## Forecasting the bottom of a valence band from an electron count

A density of states gives the number of electronic levels per unit energy, and its integral up to the Fermi level must equal the number of electrons. That constraint carries information about energies that have not yet been looked at. The table lists the r2SCAN density of states of ZrGeS as means over energy bins, each labelled by its centre $E$ relative to the Fermi level. "Total" counts all states per eV and cell, and the other columns give the parts projected on atomic orbitals of one element. What do the four lowest bins contain?

Ansatz 0.2.0, r2SCAN with PAW plane waves (500 eV cutoff), scalar-relativistic, not spin-polarized: ZrGeS (P4/nmm, 6 atoms) in an unrelaxed cell, Γ-centred 9×9×5 k-mesh, Fermi-Dirac width 0.0255 eV. Densities of states are tetrahedron-method means over 0.50 eV bins; projections are on atomic orbitals, summed over the atoms of each element.

| bin centre from the Fermi level (eV) | total (states/eV/cell) | on Zr d (states/eV/cell) | on S p (states/eV/cell) | on Ge p (states/eV/cell) | on Ge s (states/eV/cell) |
| --- | --- | --- | --- | --- | --- |
| -11.78 | ? | ? | ? | ? | ? |
| -11.28 | ? | ? | ? | ? | ? |
| -10.78 | ? | ? | ? | ? | ? |
| -10.28 | ? | ? | ? | ? | ? |
| -9.78 | 0.69 | 0.08 | 0.01 | 0.22 | 0.35 |
| -9.28 | 0.66 | 0.08 | 0.01 | 0.19 | 0.36 |
| -8.78 | 0.86 | 0.12 | 0.01 | 0.19 | 0.52 |
| -8.28 | 0.54 | 0.08 | 0.01 | 0.15 | 0.28 |
| -7.78 | 0.35 | 0.05 | 0.01 | 0.11 | 0.17 |
| -7.28 | 0.58 | 0.10 | 0.17 | 0.14 | 0.14 |
| -6.78 | 4.50 | 0.78 | 2.78 | 0.39 | 0.20 |
| -6.28 | 2.34 | 0.38 | 1.38 | 0.32 | 0.07 |
| -5.78 | 2.30 | 0.38 | 1.18 | 0.47 | 0.14 |
| -5.28 | 2.86 | 0.51 | 1.51 | 0.49 | 0.15 |
| -4.78 | 4.32 | 0.99 | 2.65 | 0.40 | 0.07 |
| -4.28 | 5.23 | 0.99 | 3.20 | 0.74 | 0.09 |
| -3.77 | 4.00 | 0.89 | 2.08 | 0.84 | 0.07 |
| -3.27 | 2.34 | 0.56 | 0.87 | 0.78 | 0.05 |
| -2.77 | 3.24 | 1.05 | 0.67 | 1.33 | 0.07 |
| -2.27 | 3.91 | 1.47 | 0.70 | 1.56 | 0.06 |
| -1.77 | 2.82 | 1.18 | 0.55 | 0.96 | 0.04 |
| -1.27 | 0.96 | 0.38 | 0.16 | 0.35 | 0.04 |
| -0.78 | 0.94 | 0.48 | 0.10 | 0.27 | 0.04 |
| -0.28 | 0.76 | 0.44 | 0.06 | 0.19 | 0.03 |
| 0.23 | 1.03 | 0.76 | 0.06 | 0.09 | 0.04 |
| 0.72 | 2.30 | 1.69 | 0.20 | 0.17 | 0.07 |
| 1.23 | 3.64 | 2.55 | 0.30 | 0.27 | 0.14 |
| 1.73 | 5.26 | 3.58 | 0.29 | 0.50 | 0.30 |

### How many electrons remain

The cell holds two formula units and 64 valence electrons, of which 36 belong to the deep Zr 4s, Zr 4p and Ge 3d shells. The S 3s band takes four more. Its position is argued from the table and a rough recalled s–p separation of 10 eV: the occupied S p states are centred at $-4.7$ eV, which puts S 3s well below the lowest bin.

Summing total times bin width over the known rows up to the Fermi level gives 22.14 electrons, so

$$N = 64 - 36 - 4 - 22.14 = 1.86$$

electrons lie below $-10.03$ eV, the lower edge of the first known bin. In the five lowest known rows Ge s is the largest projection, with about half or more of the total. The remaining electrons should therefore fill the lower part of this Ge band.

### The net as a two-dimensional electron gas

In this structure type each Ge has four Ge neighbours in a flat square net, here at $d = 2.545$ Å, and the cell edge is $a = \sqrt{2}\,d = 3.599$ Å. Successive nets lie 7.91 Å apart, so motion between them is neglected. The analogy is a two-dimensional electron gas, $E = E_0 + \hbar^2k^2/2m^*$, with wave number $k$, band bottom $E_0$ and effective mass $m^*$. It should hold near the bottom of the band and fail where $k$ nears the zone boundary of the net itself.

A disc of radius $k$ holds $a^2k^2/2\pi$ electrons per cell, both spins included. Both this number and the energy grow as $k^2$, so the density of states is constant:

$$g = \frac{m^* a^2}{\pi\hbar^2} = \frac{12.95\ \text{Å}^2}{\pi \times 7.62\ \text{eV Å}^2}\,\frac{m^*}{m} = 0.54\,\frac{m^*}{m}\ \text{states/eV}.$$

The two lowest known rows, 0.69 and 0.66, are of this size. A smooth gas fitted to them would simply continue at about 0.67.

### What a coarse mesh does to a folded band

The cell contains two Ge atoms, so the band of the net is folded into two branches that touch on the face of the zone, at half a reciprocal vector. A mesh with nine points per direction, centred on $\Gamma$, has points at 4/9 and 5/9 but none on the face. The tetrahedron method joins energies of like rank by straight lines. Since 5/9 is equivalent to $-4/9$, the lower branch is drawn flat across the face at the 4/9 energy and the upper branch flat at the 5/9 energy. States that should be spread between these energies are pushed to the two ends, which gives a surplus just above each and a deficit approaching the upper one from below.

The folded parabola was interpolated on such a mesh, with $E_0$ and $m^*$ fixed by two counts: the 1.86 electrons and the joint content of the two lowest known bins. This gives $m^* = 1.10\,m$ and $E_0 = -13.31$ eV. The first mesh step away from $\Gamma$ then costs

$$c = \frac{3.81\ \text{eV Å}^2}{1.10}\left(\frac{2\pi}{9 \times 3.599\ \text{Å}}\right)^2 = 0.130\ \text{eV},$$

and the flat pieces begin at $E_0 + 16c = -11.23$ eV and $E_0 + 25c = -10.06$ eV. Neither energy was read from a row of the table.

Two checks remain among the known rows. The mass is close to the free value, and the model makes the lowest known bin higher than the next, 0.73 against 0.63, in the right order but with too much contrast. The higher rows were left out of the fit because the gas picture ends there. At $-8.78$ eV the table has 0.86 and the model 0.59, and at $-7.78$ eV the table has 0.35 and the model 0.50. A flattening of the square-net band at its saddle point could cause the surplus, but this is not tested here.

### The forecast

- All four totals are non-zero, with central values between 0.3 and 0.9; their bars are given below the list.
- The maximum is at $-11.28$ eV (about 0.8) and the minimum at $-10.28$ eV (about 0.35); $-11.78$ has about 0.6 and $-10.78$ about 0.5.
- The four bins hold about 1.1 electrons, and the band bottom lies below them, which is an extrapolation.
- Ge s leads, its share of the total rising downwards from about 0.54 to 0.65 while the Ge p share falls from about 0.29 to 0.18.
- The Zr d share stays near 0.12, and S p is at most 0.02 states/eV.

The shares rest on a symmetry argument: the coupling of s to p vanishes at $k = 0$ and grows as $k$, so the p share starts as $k^2$. The numerical model gives totals of $0.59 \pm 0.11$, $0.79 \pm 0.22$, $0.50 \pm 0.37$ and $0.35 \pm 0.17$ from the lowest bin upwards. The bars are wide, probably because a small change of count or curvature slides a flat piece across a bin edge. The alternatives are the flat 0.67 and a band wholly inside the four bins, with mean 0.93.

### The computed values

The withheld rows as computed:

| bin centre from the Fermi level (eV) | total (states/eV/cell) | on Zr d (states/eV/cell) | on S p (states/eV/cell) | on Ge p (states/eV/cell) | on Ge s (states/eV/cell) |
| --- | --- | --- | --- | --- | --- |
| -11.78 | 0.59 | 0.05 | 0.01 | 0.16 | 0.32 |
| -11.28 | 0.78 | 0.07 | 0.01 | 0.24 | 0.41 |
| -10.78 | 0.47 | 0.04 | 0.00 | 0.14 | 0.25 |
| -10.28 | 0.41 | 0.04 | 0.00 | 0.12 | 0.22 |

The totals follow the forecast: the maximum of 0.78 and the minimum of 0.41 fall in the named bins, and the largest miss of the numerical model is 0.06 states/eV, at the minimum. The four bins hold 1.13 electrons, which rules out a band wholly inside them. About 0.7 electron remains for still lower energies, so the band bottom itself stays an extrapolation. It also belongs to this unrelaxed cell, since kinetic energies in the net scale as $1/a^2$.

Counting values inside their bars is a weak test here, because the flat 0.67 lies inside three of the four wide bars and is excluded only at $-10.28$ eV. The pattern is the stronger evidence. The root-mean-square miss is 0.03 states/eV for the meshed band and 0.18 for the smooth one. The numbers show that a featureless band sampled on this mesh reproduces the peak and the dip; that the mesh causes them is argued, and one run on one mesh does not test it.

The forecast for the shares failed in the two lowest bins. Ge s does lead and S p stays below its limit, but the Ge s share is flat at 0.53 to 0.54 instead of rising. The Ge p share at $-11.78$ eV is 0.27 against $0.18 \pm 0.06$, and the next bin misses by the same amount. The Zr d share, 0.08 to 0.10, lies below the forecast in all four bins, three of them at the edge of the bar. These shares depend on the projectors, and the wide bars on the absolute values hide most of the misses in the printed analysis below.

One flaw in the argument is clear. The lowest bin lies 1.53 eV above $E_0$, so $k^2 = 1.53 \times 1.10/3.81 = 0.44$ Å$^{-2}$ and $kd \approx 1.7$. The s–p coupling along a row of atoms goes as $\sin kd$, which has already passed its maximum there, so the small-$k$ law was used outside its range. With rising energy the coupling along a row then weakens while the s–p energy gap is expected to shrink, and the two changes work against each other. Along the diagonals of the net the coupling is still growing at the lowest bin, so whether this balance explains the nearly constant share is left open.

For an odd mesh of $n$ points the two flat pieces are $cn$ apart, and $c$ falls as $1/n^2$, so the spacing shrinks as $1/n$; here it is $9c = 1.17$ eV, more than two bins. A peak or dip in a wide folded band should be read as physics only when it survives a mesh that would remove such flat pieces. Going from nine to eleven points is a poor test, because each piece would move by only about 0.1 eV and stay in its bin. Ten points, centred on $\Gamma$, make a better one, since some then lie on the face, where the two branches meet. Until such a test is made, the electron count over several bins is the safer quantity.

Output of the analysis:

```
bin width 0.5004 eV; table rounding 0.005 states/eV; a = 3.599 A, c = 7.91 A
known rows to E_F hold 22.14 e of 24; below -10.03 eV: 1.86 e; below -9.03: 2.54 e
occupied, known rows (e/cell): Zr_d 5.52, S_p 9.06, Ge_p 5.05, Ge_s 1.47
S p centroid -4.73 eV; S 3s roughly -15 eV (10 eV s-p gap, rough recalled)
meshed band: m*/m = 1.10, bottom -13.31 eV (variants -13.99 to -12.71)
2D density: free mass 0.54, fitted mass 0.60 states/eV; mesh points 4/9, 5/9 at -11.23, -10.06 eV
smooth band: 0.675 states/eV, bottom -12.79 eV; all inside window: mean 0.93
known rows: E, total, model, miss | shares Ge s, Ge p, Zr d (first two rows fix the fit by their sum)
 -9.78 0.69 0.73 -0.04 | 0.51 0.32 0.12
 -9.28 0.66 0.63 +0.03 | 0.55 0.29 0.12
 -8.78 0.86 0.59 +0.27 | 0.60 0.22 0.14
 -8.28 0.54 0.59 -0.05 | 0.52 0.28 0.15
 -7.78 0.35 0.50 -0.15 | 0.49 0.31 0.14
held constant: Ge s+p share 0.83, Zr d share 0.12; Ge p share at -9.78 = 0.32
withheld rows: forecast +- bar, computed, miss (states/eV/cell; shares in brackets)
E -11.78 total 0.59 +- 0.11, 0.59, +0.00; smooth-band miss -0.09
   Ge_s 0.38 +- 0.09, 0.32, -0.06  [0.65 +- 0.08, 0.54, -0.11]
   Ge_p 0.10 +- 0.04, 0.16, +0.06  [0.18 +- 0.06, 0.27, +0.09]
   Zr_d 0.07 +- 0.03, 0.05, -0.02  [0.12 +- 0.03, 0.08, -0.03]
   S_p 0.01 +- 0.01, 0.01, +0.00; total outside listed projections 0.05
E -11.28 total 0.79 +- 0.22, 0.78, -0.01; smooth-band miss +0.10
   Ge_s 0.48 +- 0.15, 0.41, -0.07  [0.61 +- 0.08, 0.53, -0.08]
   Ge_p 0.18 +- 0.07, 0.24, +0.06  [0.22 +- 0.06, 0.31, +0.09]
   Zr_d 0.09 +- 0.04, 0.07, -0.02  [0.12 +- 0.03, 0.09, -0.03]
   S_p 0.01 +- 0.01, 0.01, +0.00; total outside listed projections 0.05
E -10.78 total 0.50 +- 0.37, 0.47, -0.03; smooth-band miss -0.21
   Ge_s 0.29 +- 0.22, 0.25, -0.04  [0.57 +- 0.07, 0.53, -0.04]
   Ge_p 0.13 +- 0.10, 0.14, +0.01  [0.26 +- 0.05, 0.30, +0.04]
   Zr_d 0.06 +- 0.05, 0.04, -0.02  [0.12 +- 0.03, 0.09, -0.03]
   S_p 0.01 +- 0.01, 0.00, -0.01; total outside listed projections 0.04
E -10.28 total 0.35 +- 0.17, 0.41, +0.06; smooth-band miss -0.27
   Ge_s 0.19 +- 0.10, 0.22, +0.03  [0.54 +- 0.06, 0.54, +0.00]
   Ge_p 0.10 +- 0.06, 0.12, +0.02  [0.29 +- 0.04, 0.29, -0.00]
   Zr_d 0.04 +- 0.03, 0.04, -0.00  [0.12 +- 0.03, 0.10, -0.02]
   S_p 0.01 +- 0.01, 0.00, -0.01; total outside listed projections 0.03
electrons in withheld bins: forecast 1.12 (0.98 to 1.33), computed 1.13; left below 0.74
rms miss of total: meshed 0.034, smooth 0.181, all inside window 0.394
worst total at -10.28 eV; values inside their bars: 19 of 20
```
